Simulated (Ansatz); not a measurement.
## Ge: the change of energy above lowest point with volume scale

All results are calculated (Ansatz 0.2.0). Free energy against uniform scaling of the volume at fixed shape and fractions; periodic cell, basis, potentials, k mesh and filling as listed.

The cell before it is scaled or strained (space group Imma, No. 74):
```
cell vectors (Å)
  -2.4959     2.6509     1.4370
   2.4959    -2.6509     1.4370
   2.4959     2.6509    -1.4370
atoms (fractions of the cell vectors)
Ge  0.18594  0.93594  0.25000
Ge  0.81406  0.06406  0.75000
```

Settings of every row: functional r2SCAN; dispersion none; potentials norm-conserving; wave cutoff 1230 eV; density cutoff 4920 eV; k mesh 11x11x11; k shift 0x0x0; occupations cold; smearing width 0.1 eV; spin none; SCF threshold exponent -6.

Limits: coarse k mesh, up to 40 meV an atom off; the cell comes from a prototype or a list of computed structures and needn't be the stable phase.

| row | volume scale | V (Å³/atom) | energy above lowest point (meV/atom) |
| --- | --- | --- | --- |
| 1 | 0.92 | 17.494 | 19.7 |
| 2 | 0.9467 | 18.002 | ? |
| 3 | 0.9733 | 18.508 | 0 |
| 4 | 1 | 19.015 | 1.3 |
| 5 | 1.0267 | 19.523 | 10.1 |
| 6 | 1.0533 | 20.029 | 23 |
| 7 | 1.08 | 20.537 | 40.1 |

Question: what energy above lowest point should row 2 give?

Worked fit of energy above lowest point. Take u = (V_r/V)^(2/3) − 1 with V_r = 19.269 Å³ an atom, which is twice the finite (Eulerian) strain; such expansions in the strain, on which the Birch-Murnaghan equation of state is built, carry the rest volume and the bulk modulus. The shown rows have u = 0.06655, 0.02723, 0.00889, -0.00869, -0.02546, -0.0416. Least squares give energy above lowest point = 4.91 − 441.8 × u + 9946 × u² meV/atom; a straight line predicts inner rows, each left out in turn, worse (root mean square 12 against 0.65 meV/atom). The rows lie off it by 0.1, -0.3, -0.5, 0.6, 0.4, -0.4 (root mean square 0.41 meV/atom). The withheld row has u = 0.04639, so the fit gives 4.91 − 441.8 × (0.04639) + 9946 × (0.04639)² = 5.8 meV/atom.

The calculation gave 5.8 meV/atom. The fit meets it to the printed digit.
